Ten points of the 5d radial wave of promethium are known out to 3.750 bohr, together with the energy of the level, and the three points beyond them are to be predicted. The calculation is a spherical, scalar-relativistic LDA atom. The radius $r$ is in bohr, and both waves are $u = rR(r)$ in bohr$^{-1/2}$, so that $u^2$ is the probability per unit radius. The all-electron wave solves the Kohn-Sham equation of the whole atom, and the pseudo wave is its smooth replacement inside the d radius of 3.1 bohr.

Radial waves u = rR(r) of the 5d shell of a promethium atom (valence 4f4.5 5p6 5d0.5 6s2 6p0, core [Kr] 4d10 5s2), computed with ld1.x 7.5 in the scalar-relativistic LDA (Perdew-Zunger). The pseudo wave follows the Troullier-Martins scheme with a d radius of 3.1 bohr, and the two waves are given the same sign outside that radius.

```
radius (bohr)  all-electron wave (bohr^(-1/2))  pseudo wave (bohr^(-1/2))
        0.375                          -0.1629                     0.0192
        0.750                          -0.1082                     0.1279
        1.125                           0.2647                     0.3178
        1.500                           0.4939                     0.4951
        1.875                           0.5854                     0.5875
        2.250                           0.5972                     0.5996
        2.625                           0.5698                     0.5702
        3.000                           0.5256                     0.5256
        3.375                           0.4758                     0.4758
        3.750                           0.4257                     0.4257
        4.125                                ?                          ?
        4.500                                ?                          ?
        4.875                                ?                          ?
```

The all-electron wave changes sign between 0.750 and 1.125 bohr, near 0.86 bohr by linear interpolation. A 5d orbital has $n-l-1 = 2$ radial nodes, because it must be orthogonal to the 3d and 4d shells beneath it. The node seen here is the outer one, and since the wave is negative at both 0.375 and 0.750 bohr, the inner one has to lie inside 0.375 bohr. The pseudo wave is nodeless by design: with 3d and 4d in the core it is the lowest d state of its potential, and its opposite sign in the first two rows is no error. The Troullier-Martins form is $r^{l+1}$ times the exponential of an even polynomial, and the first two rows rise with a power of 2.74, near the 3 that holds as $r \to 0$.

The two waves differ by 0.2361 at 0.750 bohr and by at most 0.0024 in the known rows from 1.500 bohr outwards, so the real change lies far inside the d radius. From 1.500 to 2.625 bohr the pseudo wave is slightly the larger, by more than the last printed digit. Norm conservation makes such an excess plausible: both waves must hold the same charge inside 3.1 bohr, the pseudo wave lacks the inner lobes, and the charge missing there has to reappear elsewhere. It does not fix the sign at each radius, and the largest excess of $u^2$ in the rows, 0.0309, lies further in, at 1.125 bohr. The rows cannot close this balance. A trapezoid sum of $u^2$ to 3.000 bohr gives 0.5740 for the pseudo wave and 0.5679 for the all-electron wave, and the remainder of 0.0061 is most probably inner-lobe charge that a step of 0.375 bohr samples too coarsely. Beyond the d radius the waves are equal by construction, and at 3.000 bohr they agree because the value and several derivatives are matched at 3.1 bohr. One function therefore has to be predicted, and it holds a good deal of charge: the same sum taken to 3.750 bohr reaches 0.7447, so about a quarter of the orbital lies beyond the last known row.

At these distances the scalar-relativistic terms can be dropped from the radial equation. With the Kohn-Sham potential written as $V = -Z(r)/r$, where $Z(r)$ is the effective charge felt at radius $r$, the equation in atomic units is

$$\frac{u''}{u} = \frac{l(l+1)}{r^2} + \kappa^2 - \frac{2Z(r)}{r}, \qquad \kappa^2 = 2|\varepsilon|,$$

with $l = 2$. The same calculation gives the level $\varepsilon = -2.4647$ eV, or $-0.09058$ hartree, so $\kappa^2 = 0.1812$ bohr$^{-2}$ and $\kappa = 0.4256$ bohr$^{-1}$. This $\varepsilon$ is a Kohn-Sham eigenvalue and not an ionisation energy, but it is the very number that enters the equation that $u$ obeys. Were $\kappa^2$ the only term, the wave would shrink by $e^{-\kappa h} = 0.8525$ in each step $h = 0.375$ bohr. The last known step shrinks it only by 0.8947, so the other two terms still matter.

The equation can be read backwards. The second difference of three neighbouring rows, divided by $h^2u$, estimates $u''/u$ and hence $Z$. It gives 2.677 at 1.875 bohr, then 2.062, 1.656, 1.385, and 1.202 at 3.375 bohr, the inner values being somewhat biased by the coarse step. At 3.375 bohr $u''/u$ is $-0.0045$ bohr$^{-2}$, hardly more than the 0.0030 that rounding of the fourth decimal can produce. The curvature is thus almost zero there, which marks the outer classical turning point and explains why the last known rows fall nearly on a straight line. A neutral atom still shows a charge of about one at this distance for two standard reasons. Much of the diffuse 6s charge lies further out and screens the nucleus only in part, and the LDA exchange-correlation potential, which varies roughly as the cube root of the density, dies away slowly. The curvature gives only their sum.

The qualitative forecasts follow from this. The pseudo wave equals the all-electron wave in all three rows, which is imposed and is no test of quality. The wave stays positive and falling, with no further node. Past the turning point $u''$ is positive, so the curve is convex: the drops per step are smaller than the last known 0.0501 and they shrink. The step ratios fall below the last known 0.895 but stay above 0.853. The last statement comes from the local decay rate $y = -u'/u$, which obeys $y' = y^2 - u''/u$. The last known step gives $y = -\ln(0.8947)/0.375 \approx 0.30$ bohr$^{-1}$, so $y^2 \approx 0.09$ bohr$^{-2}$ exceeds a curvature that starts from about zero, and $y$ keeps rising. It is expected to stay short of $\kappa$ in these three rows, because it starts well below and the attraction still outweighs the centrifugal term: $Zr$ is about 4 at the last known value of $Z$, and the two terms balance at 3. A rate that passed $\kappa$ far inside the radius of balance would keep rising and could drive the wave towards a further node.

A number needs $Z$ one step ahead of the data. Successive values of $Z$ stand in the ratios 0.77, 0.80, 0.84 and 0.87, and continuing by eye with 0.89, 0.91 and 0.91, rounded at each step, gives a value a little above one at 3.750 bohr, then 0.97 and 0.88 at 4.125 and 4.500 bohr. With the first of these the radial equation has a small positive curvature at 3.750 bohr, and the three-point rule $u(r+h) = 2u(r) - u(r-h) + h^2u''(r)$, with $h^2 = 0.1406$, gives

$$u(4.125) = 2 \times 0.4257 - 0.4758 + h^2u''(3.750) = 0.3756 + 0.0022 \approx 0.378.$$

The predicted row entered nothing here. An error of 0.05 in $Z$ shifts the result by $0.1406 \times (0.1/3.75) \times 0.4257 = 0.0016$, and such shifts accumulate from step to step. Repeating the rule twice gives the hand estimates 0.378 ± 0.002, 0.333 ± 0.004 and 0.293 ± 0.007, whose ranges are a judgement and not a statistic.

A second prediction replaces the eye by a fit. The equation was integrated outwards from 1.875 bohr with $Z = A r^{-p}$, and the starting value, starting slope, $A$ and $p$ were adjusted by least squares to the six all-electron rows from 1.875 to 3.750 bohr. The inner rows were left out because two parameters cannot describe the core region, and the fitted curve indeed lies 0.0050 too high at 1.500 bohr. $A$ and $p$ trade against each other and carry no separate meaning. The largest residual, 0.0003, is about five times the rounding, so the form is imperfect. Two other forms were fitted in the same way: $Z = 1 + Ae^{-r/\lambda}$, which keeps a Coulomb tail, and $Z = Ae^{-r/\lambda}$, which screens fully. With the larger distance of these two from the power law, plus the small scatter due to rounding, as the bar, the predictions are 0.3798 ± 0.0049, 0.3389 ± 0.0141 and 0.3038 ± 0.0286. A trial on known rows warns of a bias: fitted to 1.500–3.000 bohr, the power law overshoots the value at 3.750 bohr by 0.0042, full screening overshoots it by 0.0214, and the Coulomb-tail form undershoots it by 0.0052.

The withheld rows as computed:

```
radius (bohr)  all-electron wave (bohr^(-1/2))  pseudo wave (bohr^(-1/2))
        4.125                           0.3776                     0.3776
        4.500                           0.3328                     0.3328
        4.875                           0.2916                     0.2916
```

All four qualitative forecasts hold. The two waves are equal to the printed digits and stay positive. The drops are 0.0481, 0.0448 and 0.0412, and the ratios are 0.8870, 0.8814 and 0.8762. The decay rate in the last step, $-\ln(0.8762)/0.375 \approx 0.35$ bohr$^{-1}$, is still well below $\kappa$, and a bare $e^{-\kappa r}$ started at 3.750 bohr ends 0.0279 too low, nearly a tenth of the computed value.

The hand estimates lie above the computed values by 0.0004, 0.0002 and 0.0014, inside their ranges. The new rows allow $Z$ to be read further, as 1.077, 0.973 and 0.901 at 3.750, 4.125 and 4.500 bohr, each uncertain by up to about 0.01 through rounding. The first two guesses for $Z$ were close and the third, 0.88, was a little low, which leaves too little attraction and so helps to make the last estimate too high. Agreement this far inside the ranges owes something to luck in continuing the ratios.

The fitted power law is inside its bars but high in every row, by 0.0022, 0.0061 and 0.0122, or 0.6, 1.8 and 4.2 per cent of the computed values. Each miss is 0.43 to 0.44 of its bar, so this is one systematic error seen three times and not three separate successes. In the first row a straight line through the last two known points, low by 0.0020, does slightly better, though it is worse in the other two. The numbers show the cause. The fitted $Z$ at 3.750 bohr is 1.02 against the 1.077 read from the curvature, because a single exponent of about 1.35 cannot follow a charge whose local exponent eases from about 1.4 in the innermost interval to about 1.2 between 3.000 and 3.375 bohr. Too little attraction means too much upward curvature. In the forbidden region the equation has a growing solution beside the decaying one, and any error in $Z$ or in the slope feeds the growing one, which is why misses and bars widen so fast. The symptom was visible in the predictions themselves: $0.3038/0.3389 = 0.896$ is a ratio that has stopped falling, against the fourth forecast.

The other two forms fail on either side. Full exponential screening loses the attraction sooner still and overshoots the last row by 0.0311. The Coulomb-tail form holds $Z$ at 1.13 at 3.750 bohr, never lets it pass below one, and undershoots by 0.0162. The computed charge does pass below one by 4.125 bohr. This agrees with the known behaviour of LDA in a neutral atom, where the electron's own charge is part of the screening density and is not fully cancelled, so that $Z$ tends to zero where the exact potential would keep $Z = 1$. Rows that end at 4.875 bohr, still within the 6s cloud, show the crossing and not the limit. If $Z$ vanishes exponentially, as LDA theory has it for a neutral atom, the product $Zr$ must finally drop below 3, and theory then has the wave decaying faster than $e^{-\kappa r}$ before it settles to that rate. A Coulomb tail would instead multiply the exponential by $r^{1/\kappa}$ and keep the decay slower.

All shells of the all-electron atom share one local potential, so the same $Z(r)$ tells how the neighbouring curves must run. For 4f the centrifugal term doubles to $12/r^2$, which at 3.375 bohr is 1.05 against an attraction of $2 \times 1.202/3.375 = 0.71$. The curvature is positive there whatever the binding energy, so 4f is already deep in its decaying tail where 5d is only at its turning point, and a much smaller radius suits that channel. For 6s there is no centrifugal term, the turning point lies where $Z/r = |\varepsilon|$, and for a level bound by a few eV that is well outside the 5d turning point. Its five nodes come from the five s shells below it. In a positive ion $Z$ tends to the ionic charge, the level deepens, and a form with a constant tail should become the better one. Moving charge from 4f to 5d should also deepen the level, since a 5d electron screens less than a compact 4f electron, but the atom stays neutral and gains no Coulomb tail in LDA. The tail predicted here thus belongs to the chosen occupation 4f$^{4.5}$ 5d$^{0.5}$, a spherical average without spin polarisation or spin-orbit coupling that is no physical state of promethium.

That sensitivity to configuration also bounds what the matching tails say about the pseudopotential. They match in the reference configuration because they were made to, and the settings were drawn at random. How the potential behaves when the occupation changes, or in a solid, depends on its scattering away from $\varepsilon$, which norm conservation fixes only to first order in energy, on spurious states that a separable form may bring, and on the 5s shell, frozen here while 5p is free. Atomic tests of the same run found no bound spurious state and an error of about 49 meV in the first ionisation energy, but one of about 0.4 eV in the energy gained by spin polarisation. The core correction treats the nonlinearity of exchange-correlation between core and valence density only approximately, through a smoothed core density, and does not let 5s relax.
